**Levels of theory for the ionisation energies of Kr⁴⁺ to Kr¹⁴⁺**

The table holds ionisation energies from non-relativistic, configuration-averaged Hartree-Fock at the radial basis limit, as ΔSCF differences and as $-\varepsilon$, beside NIST ground-level values of which only Kr⁷⁺ is measured. The program adds a parameter-free Hund-term shift from the computed Slater integrals and a first-order $3d$ spin-orbit estimate, compares them with a constant offset, and fits the relaxation energy to a line in the number of $3d$ spectators. Over the seven $3d$ rows the mean absolute error against NIST falls from 5.00 eV ($-\varepsilon$) to 3.31 eV (ΔSCF), 0.85 eV (with terms) and 0.52 eV (with spin-orbit coupling), the last step being finer than the references can confirm. The $4s$ and $4p$ rows stay 1.4 to 3.8 eV too low after the term shift, a gap left to relativity and correlation, which are not separated. Relaxation is 0.1 to 0.3 eV for $n=4$ and follows $1.44+0.271(n_d-1)$ eV for $3d$ to within 0.022 eV.

Ionisation energies (IE) of Kr⁴⁺ to Kr¹⁴⁺, computed with B-spline radial code 1 for a spherical atom at the basis-set limit: non-relativistic Hartree-Fock, averaged over the configuration, with a point nucleus. IE by ΔSCF is the difference of two self-consistent energies, and ε is the parent's orbital energy. NIST values run from ground level to ground level.

## Analysis program

```python
# Table: ionisation energies (eV) of Kr4+..Kr14+, B-spline radial code, non-relativistic configuration-average
# Hartree-Fock (dSCF and -eps), against NIST ground-level values. Tested: error of each level, a parameter-free
# Hund-term shift from Slater integrals, a first-order spin-orbit estimate, relaxation linear in 3d spectators.
T = {
    'ion': ['Kr4+', 'Kr5+', 'Kr6+', 'Kr7+', 'Kr8+', 'Kr9+', 'Kr10+', 'Kr11+', 'Kr12+', 'Kr13+', 'Kr14+'],
    'Z': [36, 36, 36, 36, 36, 36, 36, 36, 36, 36, 36],
    'charge': [4, 5, 6, 7, 8, 9, 10, 11, 12, 13, 14],  # e
    'N': [32, 31, 30, 29, 28, 27, 26, 25, 24, 23, 22],
    'configuration': ['[Ar] 3d10 4s2 4p2', '[Ar] 3d10 4s2 4p1', '[Ar] 3d10 4s2', '[Ar] 3d10 4s1', '[Ar] 3d10', '[Ar] 3d9', '[Ar] 3d8', '[Ar] 3d7', '[Ar] 3d6', '[Ar] 3d5', '[Ar] 3d4'],
    'ion_cfg': ['[Ar] 3d10 4s2 4p1', '[Ar] 3d10 4s2', '[Ar] 3d10 4s1', '[Ar] 3d10', '[Ar] 3d9', '[Ar] 3d8', '[Ar] 3d7', '[Ar] 3d6', '[Ar] 3d5', '[Ar] 3d4', '[Ar] 3d3'],
    'ie': [62.3031, 76.5836, 105.38, 122.811, 233.158, 271.501, 311.637, 353.525, 397.131, 442.426, 489.386],  # eV
    'koopmans': [62.6281, 76.7955, 105.582, 122.916, 237.063, 275.111, 314.965, 356.58, 399.92, 444.955, 491.66],  # eV
    'diff': [0.325, 0.212, 0.202, 0.105, 3.905, 3.61, 3.327, 3.054, 2.789, 2.529, 2.274],  # eV
    'tab': [64.69, 78.49, 109.13, 125.802, 233.0, 268.0, 308.0, 350.0, 391.0, 446.0, 492.0],  # eV
    'tab_kind': ['semi-empirical', 'semi-empirical', 'theory', 'measured', 'semi-empirical', 'theory', 'theory', 'theory', 'theory', 'theory', 'theory'],
    'unc': [0.2, 0.2, 0.05, 0.003, 0.7, 3.0, 3.0, 3.0, 4.0, 3.0, 5.0],  # eV
}
import numpy as np
from scipy.constants import physical_constants as pc, h, c, e
from sympy.physics.wigner import wigner_3j as w3
Eh = pc['Hartree energy in eV'][0]; cm = h*c*100/e
q = np.array([int(x) for x in T['charge']]); ion = T['ion']
ie, kp, df, tab, unc = (np.array(T[k], float) for k in ('ie', 'koopmans', 'diff', 'tab', 'unc'))
# Further outputs of the same runs, keyed by charge: open-shell F2, F4 (eV); Darwin term (hartree); zeta(3d) (1/cm)
F = {4: (8.122479, 0), 9: (23.21243, 14.71896), 10: (23.9805, 15.24104), 11: (24.7348, 15.75426),
     12: (25.47712, 16.25975), 13: (26.20891, 16.75842), 14: (26.93139, 17.25103), 15: (27.64555, 17.73822)}
D = dict(zip(range(4, 16), [97.1196, 97.13537, 97.15254, 97.05657, 96.94589, 96.98065, 97.01906,
                            97.06108, 97.10668, 97.15583, 97.2085, 97.26469]))
zp = np.polyfit([10, 8, 5], [4187.563, 4735.4, 5549.815], 2)  # vs 3d occupation (charges 6, 10, 13)
def sh(cfg):
    s = cfg.split()[-1]; return 'spd'.index(s[1]), int(s[2:])
def ck(l, k, m, n): return float((-1)**abs(m)*(2*l+1)*w3(l, k, l, 0, 0, 0)*w3(l, k, l, -m, m-n, n))
def shifts(cfg, ch):  # (Hund term less average, first-order spin-orbit shift of lowest level), eV
    l, n = sh(cfg); so = [(s, m) for s in (1, -1) for m in range(l, -l-1, -1)][:n]; E = 0.0
    for k, Fk in zip((2, 4), F.get(ch, (0, 0))):
        av = -(2*l+1)/(4*l+1)*float(w3(l, k, l, 0, 0, 0))**2
        for i, (s, m) in enumerate(so):
            for t, p in so[:i]:
                E += Fk*(ck(l, k, m, m)*ck(l, k, p, p) - (s == t)*ck(l, k, m, p)**2 - av)
    L = sum(m for s, m in so); z = np.polyval(zp, n)*cm
    return E, (0.0 if l == 0 else np.nan if l == 1 else -z*(L+1 if n < 5 else L)/2)
a = np.array([shifts(x, ch) for x, ch in zip(T['configuration'], q)])
b = np.array([shifts(x, ch+1) for x, ch in zip(T['ion_cfg'], q)])
term, so = (b-a).T
d = np.array([sh(x)[0] == 2 for x in T['configuration']]); nd = np.array([sh(x)[1] for x in T['configuration']])
lev = {'-eps': kp, 'dSCF': ie, 'dSCF+term': ie+term, 'dSCF+term+SO': ie+term+so}
print('errors = level - NIST, eV (SO nan: no zeta(4p) given)')
print('ion shell  -eps   dSCF  dSCF%  term  +term    SO  +term+SO  unc kind')
for i in range(len(q)):
    print(f"{ion[i]:6s}{T['configuration'][i].split()[-1]:5s}{kp[i]-tab[i]:6.2f} {ie[i]-tab[i]:6.2f} {100*(ie[i]/tab[i]-1):6.2f}"
          f" {term[i]:6.2f} {ie[i]+term[i]-tab[i]:6.2f} {so[i]:6.2f} {ie[i]+term[i]+so[i]-tab[i]:6.2f} {unc[i]:6.3f} {T['tab_kind'][i]}")
for name, g in (('n=4 rows', ~d), ('3d rows', d)):
    for k, v in lev.items():
        r = (v-tab)[g]
        if np.isnan(r).any(): continue
        j = np.argmax(abs(r))
        print(f"{name} {k}: mean {r.mean():.2f} MAE {abs(r).mean():.2f} rms {np.sqrt((r**2).mean()):.2f} eV,"
              f" worst {np.array(ion)[g][j]} {r[j]:.2f}, within unc {(abs(r) <= unc[g]).sum()}/{g.sum()}")
gap = (tab-ie)[d]
print(f"3d rival, best constant offset {gap.mean():.2f} eV: rms left {gap.std():.2f} eV; NIST rounding floor 0.5 eV max")
for nm, x in (('term', term[d]), ('term+SO', (term+so)[d])):
    s, o = np.polyfit(x, gap, 1)
    print(f"3d gap(NIST-dSCF) vs {nm}: slope {s:.2f}, offset {o:.2f} eV, r {np.corrcoef(x, gap)[0, 1]:.3f}")
print(f"zeta(3d) used: d9 {np.polyval(zp, 9)*cm:.2f} to d3 {np.polyval(zp, 3)*cm:.2f} eV (d4, d3 extrapolated)")
sl, ic = np.polyfit(nd[d]-1, df[d], 1); res = df-(ic+sl*(nd-1))
print(f"relaxation 3d: diff = {ic:.3f} + {sl:.4f}(n_d-1) eV, max resid {abs(res[d]).max():.3f}, rounding 0.0005")
print(f"relaxation ratios: Kr8+/Kr7+ {df[q == 8][0]/df[q == 7][0]:.1f}, min 3d / max n=4 {df[d].min()/df[~d].max():.1f}")
print('ion  diff eV  % of IE  fit resid(3d) | step from row above eV: dSCF +term +SO NIST | Darwin ion-parent eV')
st = lambda v, i: v[i]-v[i-1] if i else np.nan
for i in range(len(q)):
    print(f"{ion[i]:6s}{df[i]:6.3f} {100*df[i]/ie[i]:5.2f} {res[i] if d[i] else np.nan:7.3f} | {st(ie, i):6.1f} {st(ie+term, i):6.1f}"
          f" {st(ie+term+so, i):6.1f} {st(tab, i):6.1f} | {(D[q[i]+1]-D[q[i]])*Eh:5.2f}")
print('Darwin change is a scale only, not the relativistic correction (no mass-velocity term given)')
k7 = q == 7
print(f"Kr7+ (only measured row): |dSCF error|/unc {abs(ie-tab)[k7][0]/unc[k7][0]:.0f}, |error|/relaxation {abs(ie-tab)[k7][0]/df[k7][0]:.0f}")
print(f"SCF runs: -eps 1 per IE, dSCF 2 per IE ({len(q)+1} for all {len(q)} rows); term and SO shifts 0 more")
assert (df > 0).all() and (np.diff(df[d]) < 0).all() and df[d].min() > 5*df[~d].max()
assert (ie[~d] + term[~d] < tab[~d] - unc[~d]).all()
assert (np.sign(term[q >= 9]) == np.sign((tab-ie)[q >= 9])).all()
assert abs(ie+term-tab)[d].mean() < 0.5*abs(ie-tab)[d].mean()
```

Printed output:

```
errors = level - NIST, eV (SO nan: no zeta(4p) given)
ion shell  -eps   dSCF  dSCF%  term  +term    SO  +term+SO  unc kind
Kr4+  4p2   -2.06  -2.39  -3.69   0.97  -1.41    nan    nan  0.200 semi-empirical
Kr5+  4p1   -1.69  -1.91  -2.43   0.00  -1.91    nan    nan  0.200 semi-empirical
Kr6+  4s2   -3.55  -3.75  -3.44   0.00  -3.75   0.00  -3.75  0.050 theory
Kr7+  4s1   -2.89  -2.99  -2.38   0.00  -2.99  -0.00  -2.99  0.003 measured
Kr8+  3d10   4.06   0.16   0.07  -0.00   0.16  -0.55  -0.40  0.700 semi-empirical
Kr9+  3d9    7.11   3.50   1.31  -2.98   0.52  -0.33   0.19  3.000 theory
Kr10+ 3d8    6.96   3.64   1.18  -3.31   0.33  -0.05   0.28  3.000 theory
Kr11+ 3d7    6.58   3.52   1.01  -3.65  -0.12   0.28   0.15  3.000 theory
Kr12+ 3d6    8.92   6.13   1.57  -7.11  -0.98   0.65  -0.33  4.000 theory
Kr13+ 3d5   -1.05  -3.57  -0.80   6.53   2.96  -1.08   1.87  3.000 theory
Kr14+ 3d4   -0.34  -2.61  -0.53   3.48   0.87  -0.43   0.44  5.000 theory
n=4 rows -eps: mean -2.55 MAE 2.55 rms 2.65 eV, worst Kr6+ -3.55, within unc 0/4
n=4 rows dSCF: mean -2.76 MAE 2.76 rms 2.84 eV, worst Kr6+ -3.75, within unc 0/4
n=4 rows dSCF+term: mean -2.51 MAE 2.51 rms 2.68 eV, worst Kr6+ -3.75, within unc 0/4
3d rows -eps: mean 4.61 MAE 5.00 rms 5.85 eV, worst Kr12+ 8.92, within unc 2/7
3d rows dSCF: mean 1.54 MAE 3.31 rms 3.69 eV, worst Kr12+ 6.13, within unc 2/7
3d rows dSCF+term: mean 0.53 MAE 0.85 rms 1.25 eV, worst Kr13+ 2.96, within unc 7/7
3d rows dSCF+term+SO: mean 0.32 MAE 0.52 rms 0.77 eV, worst Kr13+ 1.87, within unc 7/7
3d rival, best constant offset -1.54 eV: rms left 3.35 eV; NIST rounding floor 0.5 eV max
3d gap(NIST-dSCF) vs term: slope 0.77, offset -0.77 eV, r 0.989
3d gap(NIST-dSCF) vs term+SO: slope 0.86, offset -0.49 eV, r 0.991
zeta(3d) used: d9 0.55 to d3 0.75 eV (d4, d3 extrapolated)
relaxation 3d: diff = 1.443 + 0.2712(n_d-1) eV, max resid 0.022, rounding 0.0005
relaxation ratios: Kr8+/Kr7+ 37.2, min 3d / max n=4 7.0
ion  diff eV  % of IE  fit resid(3d) | step from row above eV: dSCF +term +SO NIST | Darwin ion-parent eV
Kr4+   0.325  0.52     nan |    nan    nan    nan    nan |  0.43
Kr5+   0.212  0.28     nan |   14.3   13.3    nan   13.8 |  0.47
Kr6+   0.202  0.19     nan |   28.8   28.8    nan   30.6 | -2.61
Kr7+   0.105  0.09     nan |   17.4   17.4   17.4   16.7 | -3.01
Kr8+   3.905  1.67   0.022 |  110.3  110.3  109.8  107.2 |  0.95
Kr9+   3.610  1.33  -0.002 |   38.3   35.4   35.6   35.0 |  1.05
Kr10+  3.327  1.07  -0.014 |   40.1   39.8   40.1   40.0 |  1.14
Kr11+  3.054  0.86  -0.016 |   41.9   41.5   41.9   42.0 |  1.24
Kr12+  2.789  0.70  -0.010 |   43.6   40.1   40.5   41.0 |  1.34
Kr13+  2.529  0.57   0.002 |   45.3   58.9   57.2   55.0 |  1.43
Kr14+  2.274  0.46   0.018 |   47.0   43.9   44.6   46.0 |  1.53
Darwin change is a scale only, not the relativistic correction (no mass-velocity term given)
Kr7+ (only measured row): |dSCF error|/unc 997, |error|/relaxation 28
SCF runs: -eps 1 per IE, dSCF 2 per IE (12 for all 11 rows); term and SO shifts 0 more
```
